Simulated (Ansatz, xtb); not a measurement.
# A ladder of methods for AsF3 (arsenic trifluoride)

The species is AsF3 (4 atoms), meant as a singlet with charge 0. As SMILES, `F[As](F)F`. The shape is that of a PBE0-D4/def2-TZVP optimisation. The run starts from this shape.

Quantity: the adiabatic ionisation energy (to the doublet cation, no zero-point term), in eV. The values are calculated.

```json
{"level": "GFN2-xTB", "kind": "semi-empirical", "program": "xtb", "value (eV)": "18.05"}
{"level": "HF/STO-3G", "kind": "Hartree–Fock", "program": "Ansatz", "value (eV)": "7.79"}
{"level": "HF/3-21G", "kind": "Hartree–Fock", "program": "Ansatz", "value (eV)": "11.49"}
{"level": "HF/6-31G* (Cartesian functions)", "kind": "Hartree–Fock", "program": "Ansatz", "value (eV)": "11.31"}
{"level": "PBE/def2-SVP", "kind": "GGA", "program": "Ansatz", "value (eV)": "11.75"}
{"level": "B3LYP/6-31G* (Cartesian functions)", "kind": "global hybrid", "program": "Ansatz", "value (eV)": "11.94"}
```

All-electron rows without a relativistic Hamiltonian named are non-relativistic. The values span 7.79 to 18.05 eV. The xTB values lack the empirical shift that such differences need. The second state's dipole differs much between rows, so they may not all be the same state. Without the sets that lack polarisation functions the rows with a basis span only 11.31 to 11.94 eV.

The split-valence rows put the adiabatic ionisation energy of AsF3 between 11.31 and 11.94 eV, while HF/STO-3G falls far below them and GFN2-xTB far above. Neither outlier is a useful estimate of the ionisation energy. A minimal basis cannot let the valence shell expand or contract as the charge changes, a serious limitation for a molecule with strongly polar bonds and many fluorine lone pairs.

The highest occupied orbital of pyramidal AsF3 is mainly the arsenic lone pair, with some As–F antibonding character. Removing an electron from it weakens the preference for a pyramid, so the cation should relax towards a flatter shape. At the same 6-31G* basis, B3LYP lies above Hartree–Fock, probably because correlation stabilises the neutral molecule, with its additional electron pair, more than the cation, provided both rows reach the same cation state. Without vertical ionisation energies, the contribution of geometric relaxation cannot be separated from the cost of removing the electron.
